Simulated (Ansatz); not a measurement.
**Calibrating PBE-D4/def2-TZVPP on molecular compounds of Ti**

The vertical ionisation energy (cation less neutral) in eV of 6 molecular compounds of Ti: x at PBE-D4/def2-TZVPP, y at CCSD(T)/def2-TZVPP. Shapes, held fixed at every level: PBE0-D4/def2-TZVP. Flexible molecules stand in one conformer, not always the lowest. Programs: Ansatz 0.2.0.

| molecule | x (eV) | y (eV) |
| --- | --- | --- |
| C3H10O3STi (SMILES C[O][Ti]([OH])([O]C)[S]C) | 8.11 | 8.35 |
| CH9N3OTi (SMILES C[O][Ti]([NH2])([NH2])[NH2]) | 8.16 | 8.80 |
| C3H10O4Ti (SMILES CC(C)[O][Ti]([OH])([OH])[OH]) | 9.32 | 10.19 |
| CH3ClF2STi (SMILES C[S][Ti]([F])([F])[Cl]) | 9.61 | 9.83 |
| C2H5F3OTi (SMILES CC[O][Ti]([F])([F])[F]) | 10.85 | ? |
| C2H2F6OTi (SMILES FC(F)(F)C[O][Ti]([F])([F])[F]) | 11.39 | 12.30 |

Question: Fit y = c + s·x to the known rows and predict y for C2H5F3OTi.

Answer: 
1. Means of the 5 rows: x = 9.3180, y = 9.894.
2. Σ(Δx)² = 7.1787, Σ(Δx·Δy) = 8.0991, so the slope is 8.0991/7.1787 = 1.1282.
3. Intercept: 9.894 − (1.1282) × 9.3180 = -0.619. The largest residual of the fit is 0.39.
4. C2H5F3OTi: -0.619 + 1.1282 × 10.85 = 11.62 eV.

CCSD(T)/def2-TZVPP gives 11.65 eV, so the prediction is off by -0.03 eV, within the largest residual. Uncorrected, PBE-D4/def2-TZVPP misses it by -0.80 eV, and the other rows by 0.58 on average. The line removes about 100 % of this miss. Left out in turn, the other rows are missed by 0.37 eV on average. Cations run unrestricted. Outer-core shells of Ti are correlated, in sets that cover them unevenly.

The ionisation energies follow the ligands more than the metal. Titanium is formally d⁰ in all six molecules, so the electron probably leaves a ligand lone pair. Sulfur 3p and amide nitrogen 2p pairs are weakly bound, whereas fluoride ligands stabilise the remaining donors inductively. Fluorinating the ethoxide chain raises the CCSD(T) value further, from 11.65 to 12.30 eV.

The PBE error also depends on the donor. Both thiolates are underestimated only slightly and fall below the fitted line, while every molecule without sulfur is underestimated more strongly and lies above it. One possible reason is that PBE overstabilises a hole in compact 2p orbitals, or one shared among several similar ligands, more than a hole on a single, diffuse sulfur.

The slope therefore mixes ligand chemistry with any genuine scaling of the error, and the near-exact prediction for C2H5F3OTi is partly fortuitous, given the typical leave-one-out error of 0.37 eV. For another thiolate, the same line would probably overshoot.
